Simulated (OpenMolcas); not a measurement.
## How basis sets differ on CH2BN (SMILES B1C=N1)

The species is CH2BN (5 atoms), meant as a singlet with charge 0. As SMILES, `B1C=N1`. Geometry: relaxed at GFN2-xTB.

Each level gives the HOMO–LUMO gap (eV). The values are calculated.

```
         level          kind     program  value (eV)  CPU time
     HF/STO-3G  Hartree–Fock  OpenMolcas       16.56       2 s
      HF/3-21G  Hartree–Fock  OpenMolcas       14.68     2.1 s
   HF/def2-SVP  Hartree–Fock  OpenMolcas       14.44     2.9 s
HF/aug-cc-pVDZ  Hartree–Fock  OpenMolcas       11.73     8.4 s
```

The values span 11.73 to 16.56 eV. A Hartree–Fock LUMO above zero doesn't converge with the basis: it sinks as sets grow more diffuse. Orbital gaps aren't excitation energies. CPU times are rough (shared hosts, several kinds of processor): they show what a rung costs within a factor of a few.

The gap narrows at every step, but not for a single reason. Going from STO-3G to 3-21G, the split valence shell lets the antibonding orbitals adjust their radial extent, which a minimal set forbids. The close agreement between 3-21G and def2-SVP (14.68 and 14.44 eV) looks like convergence but isn't, as the fall to 11.73 eV with aug-cc-pVDZ shows: the first two sets share a lack of diffuse functions.

In Hartree–Fock, an empty orbital of a neutral molecule feels the field of all the electrons and so has little to bind it. In the compact sets the LUMO is probably a valence π* orbital with weight on the formally vacant boron p orbital and the C=N unit; with diffuse functions it probably gives way to a spread-out, continuum-like orbital. The lowest gap is therefore not necessarily the best measure of the ring's π–π* separation, nor does it by itself indicate a more reactive ring. Without the separate orbital energies, the HOMO's share in the narrowing remains open.
